How hard does a stretched crystal pull back?

Silicon carbide is a stiff solid because every atom sits in a network of strong, directed bonds. If its volume is forced above the value at which the pressure vanishes, the network pulls inwards. Suppose that the crystal is already under such tension and is stretched by one more step of the same size. How much does the tension grow, and what does the step cost in energy?

The table follows one hexagonal crystal through a set of volumes, computed with the PBE density functional. Positive pressure means that the crystal pushes outwards, negative pressure that it pulls inwards. The energy is counted from spherical, unpolarised free atoms, which lie above the true atomic ground states. Its depth therefore overstates the cohesion, but the changes from row to row are unaffected.

SiC (space group P6_3mc, 4 atoms per cell) at fixed cell shape and relative atomic positions, computed with Ansatz 0.2.0: all-electron LAPW, PBE, scalar-relativistic, no spin polarisation. 15×15×8 k mesh, Fermi-Dirac smearing of 0.08 eV, basis error target 1 meV/atom. Pressure is positive in compression; energies are relative to spherical, unpolarised free atoms.

```
volume (Å³/atom)     c/a  shortest distance (Å)  pressure (GPa)  energy less free atoms (eV/atom)
           9.720  1.6411                  1.830          19.516                            -7.467
           9.927  1.6411                  1.843          13.730                            -7.488
          10.134  1.6411                  1.856           8.478                            -7.503
          10.238  1.6411                  1.862           6.038                            -7.507
          10.341  1.6411                  1.868           3.712                            -7.510
          10.444  1.6411                  1.875           1.497                            -7.512
          10.548  1.6411                  1.881          -0.613                            -7.512
          10.755  1.6411                  1.893          -4.539                            -7.509
          10.961  1.6411                  1.905               ?                                 ?
```

The pressure changes sign at about 10.52 Å³/atom, and there the energy has its minimum. The energies alone would not place it so well, because the two rows on either side print the same value. The pressure also falls less steeply with each step to larger volume. The crystal is softening, and the forecast depends on how fast it softens.

Part of the reason can be seen in two large effects that nearly cancel. Electrons confined to a smaller space have a higher kinetic energy, and this favours expansion. The net electrostatic attraction, together with exchange and correlation, favours contraction. The pressure is the small remainder of this contest.

The energy parts of these same runs show the contest directly. From 10.341 to 10.548 Å³/atom the kinetic energy falls by 0.825 eV/atom, while the other parts together rise by 0.823 eV/atom. The crystal gains slightly by expanding. Over the next step of equal size the fall is 0.783 eV/atom and the rise 0.786 eV/atom, so expansion now costs energy.

Both effects have weakened, and the kinetic one has weakened faster. This is how a push turns into a pull. A simple scaling argument points the same way: if all distances, including the spread of the electrons, grew in proportion, kinetic energy would fall as the inverse square of length, but Coulomb energy only as the inverse first power. Both effects fade faster here than this scaling gives, so it is a guide and not the full cause. Within this scaling, the balance near zero pressure also shifts more slowly as the volume grows, and this slower shift is the softening.

The fading kinetic effect is not a separate cause of the softening. By the virial theorem, the fall of the kinetic energy per unit of volume is expected to be about three times the bulk modulus near zero pressure. A weaker kinetic fall and a softer crystal therefore go together.

The stiffness is measured by the bulk modulus B, defined by

B = −V dP/dV

where V is the volume and P the pressure. To carry it beyond the known rows, the energy is written as a cubic polynomial in the inverse square of length, which is Birch's form. Its slope with volume gives the pressure,

P = a x⁵ + b x⁷ + c x⁹, with x = (V₁/V)^(1/3)

where V₁ is a fixed reference volume. The constants a, b and c were fitted to the eight known pressures; they trade against each other and have no separate meaning.

At zero pressure the fit gives a modulus of about 213 GPa, which drops by 3.9 GPa for each GPa of pressure removed. This modulus belongs to a constrained crystal, whose shape and relative atomic positions are held fixed. At 10.548 Å³/atom the mean pressure is almost zero, yet the stress along the hexagonal axis is still a tension of 3.3 GPa. Forces along this axis also remain on the atoms. A fully relaxed crystal would have a somewhat different modulus and resting volume, and zero-point motion and temperature, which are absent here, would shift both as well.

The next step can now be worked by hand. At 10.755 Å³/atom the fitted modulus is 194.6 GPa, and the step in volume is 10.961 − 10.755 = 0.206 Å³/atom. The modulus midway through the step is the right one to use:

pressure change over the first half: −194.6 × 0.103 / 10.755 = −1.86 GPa
modulus midway: 194.6 − 3.9 × 1.86 = 187 GPa
pressure change over the whole step: −187 × 0.206 / 10.858 = −3.55 GPa
new pressure: −4.54 − 3.55 = −8.09 GPa

The fitted formula itself gives −8.11 GPa, and this is the forecast, with a range of ±0.05 GPa. The tension should grow, but by less than in the preceding equal step. As a rehearsal, the same form was fitted without the row at 10.755 Å³/atom and then predicted that row to within 0.01 GPa. The range is wider than this by judgement, since one success is thin evidence.

The energy follows from the work done against the tension. The mean tension over the step is about 6.3 GPa, and 160.2 GPa correspond to 1 eV/Å³:

6.3 × 0.206 / 160.2 = 0.008 eV/atom

The energy should thus rise by more than in the preceding step, to −7.501 ± 0.001 eV/atom. No break in the curve is expected, because the atoms keep the same arrangement and the band gap stays open in all known rows.

Two simpler pictures give a different answer. Repeating the last pressure step unchanged, as if there were no softening, leads to −8.47 GPa. Keeping only one kinetic and one Coulomb term, with two constants fitted to the same eight rows, leads to −8.49 GPa. Both lie well outside the forecast range, so the computed value can decide between them and Birch's form.

The withheld rows as computed:

```
volume (Å³/atom)     c/a  shortest distance (Å)  pressure (GPa)  energy less free atoms (eV/atom)
          10.961  1.6411                  1.905          -8.101                            -7.501
```

Both forecasts hold. The computed pressure is −8.101 GPa, so the fit overstated the tension by about 0.01 GPa. The rehearsal erred in the same direction and by a similar amount, which may mean that Birch's form softens slightly too slowly when it is extended. Two such small misses don't establish this. The energy agrees to the printed digit; the output below gives the details of the fits.

The two simpler pictures both predict too much tension, by almost 0.4 GPa. The straight continuation leaves out softening altogether. The kinetic and Coulomb pair includes it, but its form allows the modulus to drop by only 3 GPa per GPa at zero pressure, where Birch's fit finds 3.9. A likely reason is that real electrons don't spread out in proportion as the crystal expands: the atomic cores keep their size, and the bonding charge rearranges. The energy parts quoted above don't separate these effects.

The softening matters when strain is converted into stress. A modulus held at its zero-pressure value gives

P = 212.5 × ln(10.52 / V)

with P in GPa and V in Å³/atom. At the largest volume this yields −8.7 GPa and overstates the tension by about 8% of the computed value. At the smallest volume it yields 16.8 GPa and understates the pressure by about 14%. A constant modulus thus overstates the response to stretching and understates the response to compression: the stretched crystal is softer than it assumes, and the compressed crystal is stiffer.

Numerical output:

```
fit of pressure on 8 rows: coefficient of y5 -354.2 +/- 1.5, coefficient of y7 384.8 +/- 2.9, coefficient of y9 -26.92 +/- 1.4; rms 0.00144, worst 9.927 -0.00247, leave-one-out rms 0.00431
  rows outside the fit (model, value, miss): 10.961 -8.11, -8.101, -0.00933
fit of pressure on 7 rows (sc < 1.03): coefficient of y5 -357.4 +/- 1.6, coefficient of y7 391.2 +/- 3.1, coefficient of y9 -30.04 +/- 1.5; rms 0.000931, worst 9.927 -0.00165, leave-one-out rms 0.00308
  rows outside the fit (model, value, miss): 10.755 -4.546, -4.539, -0.0065; 10.961 -8.119, -8.101, -0.0176
fit of pressure on 8 rows: coefficient of y5 673.9 +/- 3.8, coefficient of y4 -670.1 +/- 3.8; rms 0.0984, worst 10.755 -0.171, leave-one-out rms 0.166
  rows outside the fit (model, value, miss): 10.961 -8.487, -8.101, -0.386
fit of energy_less_free_atoms on 8 rows: constant 8.941 +/- 0.11, coefficient of work 0.9951 +/- 0.0068; rms 0.000249, worst 10.134 0.000535, leave-one-out rms 0.0003
  rows outside the fit (model, value, miss): 10.961 -7.501, -7.501, 0.00032
volume at zero mean pressure, linear interpolation (Å³/atom): 10.52
bulk modulus at zero mean pressure, Birch fit (GPa): 212.5
its pressure derivative there, Birch fit: 3.893
bulk modulus at 9.720 Å³/atom, Birch fit (GPa): 285.7
bulk modulus at 10.755 Å³/atom, Birch fit (GPa): 194.6
pressure change from 10.548 to 10.755 Å³/atom (GPa): -3.926
forecast pressure change from 10.755 to 10.961 Å³/atom (GPa): -3.571
pressure at 10.961 Å³/atom if the last step simply repeated (GPa): -8.465
lower end of the pressure forecast (GPa): -8.16
upper end of the pressure forecast (GPa): -8.06
forecast energy rise from 10.755 to 10.961 Å³/atom (meV/atom): 8.202
kinetic energy fall, 10.341 to 10.548 (eV/atom): 0.8246
electrostatic plus exchange-correlation rise, 10.341 to 10.548 (eV/atom): 0.8227
kinetic energy fall, 10.548 to 10.755 (eV/atom): 0.7826
electrostatic plus exchange-correlation rise, 10.548 to 10.755 (eV/atom): 0.786
net energy change, 10.548 to 10.755 (meV/atom): 3.358
```
